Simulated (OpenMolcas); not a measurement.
AlSiH4Cl: a line through the functionals

The species is AlSiH4Cl (7 atoms), meant as a singlet with charge 0. As SMILES, `[SiH3][AlH][Cl]`. The shape is that of a PBE0-D4/def2-TZVP optimisation.

The HOMO–LUMO gap y, in eV, basis aug-cc-pVDZ; a is the functional's share of exact exchange. Programs: OpenMolcas 26.06.

```
functional     program     a  y (eV)
    r2SCAN  OpenMolcas     0    4.40
      BLYP  OpenMolcas     0    3.92
     B3LYP  OpenMolcas   0.2    5.39
      PBE0  OpenMolcas  0.25       ?
     BHLYP  OpenMolcas   0.5    7.55
```

Problem. Fit y = c + s·a to the known rows and predict PBE0.

Solution. 
1. Means of the 4 rows: a = 0.1750, y = 5.315.
2. Σ(Δa)² = 0.1675, Σ(Δa·Δy) = 1.1325, so the slope is 1.1325/0.1675 = 6.7612.
3. Intercept: 5.315 − (6.7612) × 0.1750 = 4.132. The largest residual of the fit is 0.27.
4. PBE0: 4.132 + (6.7612) × 0.25 = 5.82 eV.

The run gave 5.75 eV, so the prediction is off by +0.07 eV, within the largest residual. Exact exchange lowers occupied levels and raises empty ones. The rows mix families of semi-local functionals, which the line can't see.

The gap widens with exact exchange, from 3.92 eV in BLYP to 7.55 eV in BHLYP. An occupied orbital's exchange term cancels its own Coulomb repulsion, whereas an empty orbital has no such term to cancel and feels all the electrons. Mixing in exact exchange therefore pulls the two levels apart almost in proportion to its share. In this molecule the HOMO is probably largely the Si–Al σ bond, and the LUMO the empty 3p orbital of three-coordinate aluminium, only weakly filled by chlorine lone pairs.

r2SCAN and BLYP differ at the same zero share, probably because r2SCAN's dependence on the kinetic-energy density makes its potential orbital-dependent. That point tilts the fit: a straight line through B3LYP and BHLYP alone would come closer to the computed PBE0 value. The slope thus describes how the orbital energies respond to the functional, and doesn't show which gap lies nearest the difference between ionisation energy and electron affinity, or the optical excitation energy.
